Margin comments on the completeness condition for the b vectors and on the shell weights

Comment 1. Premises and conventions.
(P1) The crystal has primitive vectors a1, a2, a3 and reciprocal vectors G_j with a_i·G_j = 2π δ_ij. Bloch states are ψ_nk(r) = exp(ik·r) u_nk(r), with u normalised over one cell.
(P2) A group of bands is separated from all others, and a gauge is chosen in which u_nk is smooth in k (at least four continuous derivatives) and ψ_n,k+G = ψ_nk.
(P3) The mesh is uniform, N1×N2×N3, with N_k points. Differences of mesh points form a lattice with basis g_i = G_i/N_i, whether or not the mesh is shifted off Γ. Its dual is the supercell lattice L_i = N_i a_i, with L_i·g_j = 2π δ_ij.
(P4) The b vectors are nonzero vectors of this mesh lattice, each with a real weight w_b (unit m²) that does not depend on k.
Wannier functions are defined by ψ_nk = Σ_R exp(ik·R) w_nR, with w_nR(r) = w_n0(r − R) normalised over the supercell. The data of the construction are the overlaps M_mn(k,b) = ⟨u_mk|u_n,k+b⟩. The symbol w_b is always a weight; an orbital carries the index R or 0. Define the tensor
T_αβ = Σ_b w_b b_α b_β.   (1)
The completeness condition, condition (B1) of Marzari and Vanderbilt (1997), is T = 1, the unit tensor.

Comment 2. Why k derivatives appear at all.
The cell integral of a periodic function is 1/N_k times the supercell integral, so M_nn(k,b) = (1/N_k)⟨ψ_nk|exp(−ib·r)|ψ_n,k+b⟩. Insert the sums over R and R′ and shift the integration variable by R, which gives ⟨w_R|exp(−ib·r)|w_R′⟩ = exp(−ib·R)⟨w_0|exp(−ib·r)|w_R′−R⟩. The summand then depends on R′ − R only, one sum cancels 1/N_k, and
M_nn(k,b) = Σ_R exp[i(k+b)·R] C_R(b),  C_R(b) = ⟨w_0|exp(−ib·r)|w_R⟩.   (2)
The average over k, written ⟨⟨ ⟩⟩, keeps R = 0 only:
⟨⟨M_nn(k,b)⟩⟩ = ⟨w_0|exp(−ib·r)|w_0⟩.   (3)
This is exact. For the infinite crystal b is continuous and both sides can be expanded. On the left, M = 1 + b_α⟨u|∂_α u⟩ + ½ b_α b_β⟨u|∂_α∂_β u⟩ + O(b³), with repeated indices summed. Differentiating ⟨u|u⟩ = 1 once shows that A_α = i⟨u|∂_α u⟩ is real. Differentiating twice gives Re⟨u|∂_α∂_β u⟩ = −Q_αβ, with Q_αβ = Re⟨∂_α u|∂_β u⟩. On the right, (3) is 1 − ib·r̄ − ½⟨(b·r)²⟩ + O(b³). Comparing the imaginary first-order and the real second-order terms,
r̄ = ⟨⟨A⟩⟩,  ⟨r²⟩ = ⟨⟨Q_αα⟩⟩,  Ω = ⟨r²⟩ − r̄².   (4)
The centre needs a gradient, the spread a squared gradient. A mesh offers only differences.

Comment 3. The condition is necessary and sufficient.
Let f(k) be smooth and Δ_b f = f(k+b) − f(k). Consider the two estimates
D f = Σ_b w_b b Δ_b f,  S f = Σ_b w_b |Δ_b f|².   (5)
For a linear function f = f0 + γ·k, with γ a complex vector, Δ_b f = b·γ. Hence (D f)_α = T_αβ γ_β and S f = γ*_α T_αβ γ_β. If T = 1, then D f = ∇f and S f = |∇f|². Conversely, D f = γ for γ along each axis fixes each column of T. S f = |γ|² for γ = e_α gives T_αα = 1, and for γ = e_α + e_β it gives T_αα + T_ββ + 2T_αβ = 2, so T_αβ = 0. Either requirement is therefore equivalent to T = 1. "Exact to first order" means exactly this: exact for every function linear in k.
Textbooks seldom say which of the two estimates forces the condition. For the gradient alone, any spanning set of b with positive weights would serve: minimising Σ_b w_b |Δ_b f − b·γ|² over γ gives Tγ = D f, so γ = T⁻¹ D f. For S there is no such repair after the sum is done, because one scalar remains. With T ≠ 1 the functional would tend to T_αβ(⟨r_α r_β⟩ − r̄_α r̄_β) and would localise the functions with respect to a distorted metric.

Comment 4. What the condition does not guarantee.
Taylor expansion of Δ_b f gives
D f = T·∇f + ½ Σ_b w_b b (b·∇)² f + (1/6) Σ_b w_b b (b·∇)³ f + …   (6)
Since w_b scales as 1/b², the second term is O(b) and the third O(b²). T = 1 says nothing about the second term. It vanishes if the set contains −b with every b at equal weight, because all odd moments of the set then cancel. An example: the four tetrahedral vectors β(1,1,1), β(1,−1,−1), β(−1,1,−1), β(−1,−1,1) with w = 1/(4β²) have T = 1 and Σ w_b b = 0, but Σ w_b b_x b_y b_z = 4β³/(4β²) = β. The term (b·∇)² contains 2 b_y b_z ∂_y∂_z, so (D f)_x = ∂_x f + β ∂_y∂_z f + O(β²). For the six vectors ±b e_α with w = 1/(2b²), D is the central difference and (D f)_x = ∂_x f + (b²/6) ∂_x³ f + O(b⁴). The Laplacian needs one more condition: 2 Σ_b w_b Δ_b f = 2(Σ w_b b)·∇f + T_αβ ∂_α∂_β f + …, which tends to ∇²f only if Σ w_b b = 0. Inversion pairs supply this as well.

Comment 5. From overlaps to centre and spread.
Write φ(k,b) = Im ln M_nn(k,b). From the expansion in Comment 2, φ = −b·A + O(b²), and |M_nn|² = (Re M)² + (Im M)² = 1 − b_α b_β Q_αβ + (b·A)² + O(b³). Therefore 1 − |M_nn|² + φ² = b_α b_β Q_αβ + O(b³). Multiply by w_b, sum with T = 1 and average over k:
r̄ ≈ −⟨⟨Σ_b w_b b φ⟩⟩,  ⟨r²⟩ ≈ ⟨⟨Σ_b w_b [1 − |M_nn|² + φ²]⟩⟩.   (7)
Here the pairs cost nothing. M_nn(k+b, −b) is the complex conjugate of M_nn(k,b), so after the sum over k the vector −b contributes to both lines of (7) exactly what b contributes. One member of each pair with doubled weight gives the same numbers as the full set. The tetrahedral set is half of the eight vectors β(±1,±1,±1), so its O(β) defect survives only in quantities at a single k. The truncation error of (7) is always O(b²).

Comment 6. Two exact consequences on a finite mesh.
(a) Relabel the home cell by u_k → exp(−ik·R) u_k. Then φ → φ − b·R, with the branch of the logarithm followed continuously. By (7), r̄ changes by Σ w_b b (b·R) = T·R = R. The second moment changes by −2R·⟨⟨Σ w_b b φ⟩⟩ + R·T·R = 2R·r̄ + R², which equals the change of r̄². So Ω is invariant on any mesh, however coarse, if and only if T acts as the unit tensor. This is the reason for using ln M instead of M − 1.
(b) Expanding a square, ⟨⟨Σ w_b (φ + b·r̄)²⟩⟩ = ⟨⟨Σ w_b φ²⟩⟩ − 2r̄² + r̄·T·r̄. With T = 1,
Ω ≈ ⟨⟨Σ_b w_b [1 − |M_nn|² + (φ + b·r̄)²]⟩⟩.   (8)
Both terms in the bracket are non-negative, since |M_nn| ≤ 1. The mesh functional is thus bounded below by zero when all w_b ≥ 0. Completeness alone does not fix the sign of the weights.

Comment 7. One cubic shell.
A shell is a set of Z mesh vectors of equal length b and common weight w that the point group of the mesh lattice maps onto itself. For a rotation g of that group, g T gᵀ = w Σ (gb)(gb)ᵀ = T, since g only permutes the shell. The twofold rotation (x,y,z) → (−x,−y,z) reverses the sign of T_xz and T_yz, so these vanish; the one about x removes T_xy. The threefold rotation about [111] permutes the axes, so T_xx = T_yy = T_zz. Thus T = λ·1, and the trace gives 3λ = w Σ b² = w Z b². Setting λ = 1,
w_b = 3/(Z b²).   (9)
The proof holds for any cubic shell, near or far. For the nearest shells: a simple cubic crystal has a simple cubic mesh, Z = 6, w = 1/(2b²); an fcc crystal has a bcc mesh, Z = 8, w = 3/(8b²); a bcc crystal has an fcc mesh, Z = 12, w = 1/(4b²). The 3 is the dimension of the space spanned. The six in-plane vectors of a hexagonal mesh have to produce the unit tensor of a plane, whose trace is 2, so w = 2/(6b²) = 1/(3b²), although Z = 6 there too.

Comment 8. Lower symmetry: how many equations.
With shells s = 1 … N_s, (1) is linear in the weights:
Σ_s A_js w_s = q_j,  A_js = Σ_(b in s) b_α b_β,  q = (1,1,1,0,0,0),   (10)
where j runs over xx, yy, zz, xy, yz, zx. A symmetric 3×3 tensor has six components, hence six rows. Each column is an invariant tensor, and so is q, so the number of independent rows is at most the dimension n of the space of invariant symmetric tensors. Inversion leaves T unchanged, so rotations suffice. The character of the symmetric square of the vector representation is ½[χ(θ)² + χ(2θ)] with χ(θ) = 1 + 2cos θ. It equals 6 for the identity, 2 for a twofold rotation, and 0 for threefold and fourfold rotations. Averaging over a rotation subgroup that already imposes all the constraints:
triclinic (identity only): n = 6
monoclinic (one twofold axis): n = (6 + 2)/2 = 4
orthorhombic (three twofold axes): n = (6 + 3·2)/4 = 3
tetragonal (fourfold axis): n = (6 + 2)/4 = 2
trigonal and hexagonal (threefold axis): n = 6/3 = 2
cubic (tetrahedral rotation group, 12 elements): n = (6 + 3·2)/12 = 1.
System (10) is solvable when q lies in the span of the columns. It is enough, and not always necessary, to have n independent columns. The weights are unique when the columns are independent. In practice shells are added in order of length, a shell is dropped if its column depends on earlier ones, the least-squares solution is formed, and the search stops when the residual Aw − q is zero to rounding.

Comment 9. The symmetry that counts is that of the mesh.
A cubic crystal on an 8×8×4 mesh has a tetragonal mesh lattice with basis b e_x, b e_y, 2b e_z. The first shell, ±b e_x and ±b e_y, gives the column 2b² diag(1,1,0). The next, (±b,±b,0), gives 4b² diag(1,1,0), which is dependent and is dropped. At length 2b six vectors coincide by accident: ±2b e_x, ±2b e_y, ±2b e_z, with column 8b² diag(1,1,1). Treated as one shell they give 2b² w1 + 8b² w2 = 1 and 8b² w2 = 1, so w1 = 0 and w2 = 1/(8b²). This is complete, but it is the stencil of the 4×4×4 mesh and ignores the finer in-plane spacing. Keeping only the orbit ±2b e_z gives w1 = 1/(2b²) and w_z = 1/(8b²). Conversely, a 1×1×2 cell on an 8×8×4 mesh has a cubic supercell, and (9) applies with Z = 6.

Comment 10. A solution with non-negative weights always exists.
Write b = Σ n_i g_i with integers n_i, so L_i·b = 2π n_i. Contract T = 1 with L_i and L_j. Since the L_i form a basis, nothing is lost:
Σ_b w_b n_i n_j = L_i·L_j/(4π²).   (11)
Take the six pairs ±g_i with weights w_0i and ±(g_i − g_j) with weights w_ij, for i, j from 1 to 3. An off-diagonal element of (11) gets a contribution from one pair only: −2w_ij = L_i·L_j/(4π²). The element 11 reads 2(w_01 + w_12 + w_13) = L1·L1/(4π²), so w_01 = L1·(L1 + L2 + L3)/(8π²). With L0 = −(L1 + L2 + L3) all six take one form:
w_μν = −L_μ·L_ν/(8π²),  0 ≤ μ < ν ≤ 3.   (12)
So six pairs suffice for any lattice. The weights are non-negative when all six scalar products are ≤ 0, and Selling's reduction reaches such a set. Suppose L1·L2 > 0. Replace (L0, L1, L2, L3) by (L0 + L1, −L1, L2, L3 + L1). The sum is still zero, and the last three are still a basis. The sum of squared lengths changes by 2L1² + 2L1·(L0 + L3) = −2L1·L2 < 0, using L0 + L3 = −L1 − L2. A lattice has finitely many vectors below a given length, so the process ends, and it ends only when no product is positive. The g_i in (12) are then the duals of the reduced L_i.
Special cases follow from (12). For orthogonal L_i, w_0i = L_i²/(8π²) = 1/(2|g_i|²) and the other three weights vanish. For an fcc supercell of cube edge L take (L/2)(1,1,0), (L/2)(1,−1,0), (L/2)(−1,0,1), (L/2)(−1,0,−1): two products vanish and four equal −L²/4, so four pairs carry w = L²/(32π²), which is 3/(8b²) with b² = 3(2π/L)². For a hexagonal supercell with in-plane edge L and L1·L2 = −L²/2, three in-plane pairs carry L²/(16π²), which is 1/(3b²) with b = 4π/(√3 L).

Comment 11. Size and sign of the truncation error.
Suppose the translates of the function hardly overlap, so that C_R ≈ 0 for R ≠ 0 in (2). Then M_nn does not depend on k. For a density symmetric under inversion about its centre, taken as origin, M_b = ⟨cos b·r⟩ is real, φ = 0 while M_b > 0, and (8) becomes Ω_mesh = Σ w_b (1 − M_b²). For two points r, r′ drawn independently from the density, M_b² = ⟨cos b·(r − r′)⟩. Since 1 − cos t ≤ t²/2, 1 − M_b² ≤ ⟨(b·r)²⟩, and with w_b ≥ 0 and T = 1, Ω_mesh ≤ Ω: the mesh underestimates. For the simple cubic shell, M = 1 − b²⟨x²⟩/2 + b⁴⟨x⁴⟩/24, and squaring gives
Ω_mesh = Ω − b² Σ_α [⟨x_α⁴⟩/12 + ⟨x_α²⟩²/4] + O(b⁴).   (13)
The fourth moments refer to the mesh axes, so isotropy holds at second order only. The corrections from R ≠ 0 are quadratic in C_R: by (2), ⟨⟨|M|²⟩⟩ = Σ_R |C_R|², and φ² is quadratic in the fluctuating part of M. For functions with sizeable overlap these terms contribute at the same order b² as (13), and the inequality is then not proved.
The b² term can be removed with a second shell ±2b e_α. Completeness requires 2b² w1 + 8b² w2 = 1, and cancelling the quartic term requires 2b⁴ w1 + 32b⁴ w2 = 0. So w1 = 2/(3b²) and w2 = −1/(24b²), which means Ω ≈ (4/3)Ω(b) − (1/3)Ω(2b), where Ω(b) and Ω(2b) are the single-shell values in the same gauge. The price is a negative weight and the loss of the bound in Comment 6(b).

Comment 12. Range of validity.
(i) The condition and the weights (9) to (12) are geometry. They hold for any uniform mesh and depend on the crystal only through L_i. A non-uniform mesh would need weights that depend on k.
(ii) Formulas (7) need a smooth periodic gauge. This requires an isolated group with zero Chern numbers, or a subspace selected beforehand from entangled bands. The spacing b has to be small against the scale on which u_nk changes, roughly the direct gap to other bands divided by ħ times the band velocity; in real space, b²Ω ≪ 1.
(iii) The principal branch of the logarithm needs |φ| < π for every k and b. For a well-localised function on a simple cubic mesh this means a centre within ±L/2 of the origin along each axis.
(iv) Convergence of Ω is algebraic, as 1/N², even where the functions decay exponentially. Spreads from different meshes or stencils can be compared only to that order.

Comment 13. Numbers for cubic SrTiO3.
The measured room-temperature lattice constant is a = 0.3905 nm (compiled value, Zhang 2017). In an actual calculation the weights have to be built from the cell of that calculation. The lattice is simple cubic, so on an N×N×N mesh b = 2π/(Na), Z = 6 and w = 1/(2b²).
N = 4: L = 1.562 nm, b = 4.023 nm⁻¹, w = 3.090×10⁻² nm².
N = 8: L = 3.124 nm, b = 2.011 nm⁻¹, w = 0.1236 nm².
On the 8×8×4 mesh of Comment 9 the four in-plane vectors carry 0.1236 nm² and the pair along z carries 3.090×10⁻² nm². With Ti at the origin the O sites lie at a/2 along the axes, where the phase is b·a/2 = π/N. This is safe for N = 4, where the branch limit is L/2 = 0.781 nm, and it lies on the branch cut for N = 1. The tetragonal low-temperature phase has in general n = 2. For comparison, silicon, with the typical cube edge 0.543 nm as input, has on the 4×4×4 mesh of its fcc primitive cell L = 2.172 nm, Z = 8, b = 5.010 nm⁻¹ and w = 1.494×10⁻² nm².
To size the truncation error, model a Ti d_xy function as w_0 ∝ xy exp(−r²/4s²). Its density factorises into x² exp(−x²/2s²), the same in y, and exp(−z²/2s²). The moments are ⟨x²⟩ = ⟨y²⟩ = 3s², ⟨z²⟩ = s², ⟨x⁴⟩ = ⟨y⁴⟩ = 15s⁴, ⟨z⁴⟩ = 3s⁴, and Ω = 7s². The assumed width s = 0.0330 nm gives Ω = 7.623×10⁻³ nm². It was chosen so that Ω has the size typical of a 3d-like function built together with the O 2p bands. The Fourier transform of the normalised Gaussian is M_z = exp(−η/2) with η = b²s². A factor x² acts as −d²/db², which gives M_x = M_y = (1 − η) exp(−η/2). Then
Ω_mesh = [2(1 − M_x²) + (1 − M_z²)]/b² = Ω[1 − (15/14)η + …],
where 15/14 follows from (13): 2(15/12 + 9/4) + (3/12 + 1/4) = 15/2, divided by 7. For the neighbour along x, the product of the two Gaussians is centred at a/2 and carries exp(−a²/8s²), and |x(x − a)| ≤ (x − a/2)² + a²/4, so |C_R| ≤ (1 + a²/4s²) exp(−a²/8s²) = 9.0×10⁻⁷. Its square, 8.1×10⁻¹³, is negligible against 1 − M².
N = 4: η = 0.01762, M_x = 0.97376, M_z = 0.99123, Ω_mesh = 7.481×10⁻³ nm², low by 1.87 % (leading term 1.89 %).
N = 8: η = 0.004405, M_x = 0.99340, M_z = 0.99780, Ω_mesh = 7.587×10⁻³ nm², low by 0.471 % (leading term 0.472 %).
With the second shell on the N = 4 mesh, Ω(2b) = 7.071×10⁻³ nm², and the combination gives 7.617×10⁻³ nm², low by 0.077 %.
The weights belong to the lattice of SrTiO3; the percentages are the model's. A Gaussian has no tails on the oxygen sites. Functions built from the Ti t2g bands alone are typically two to three times more spread and have such tails, so for them the model is expected to understate the relative shortfall by that factor or more, and the k-dependent terms dropped in (13) have to be kept.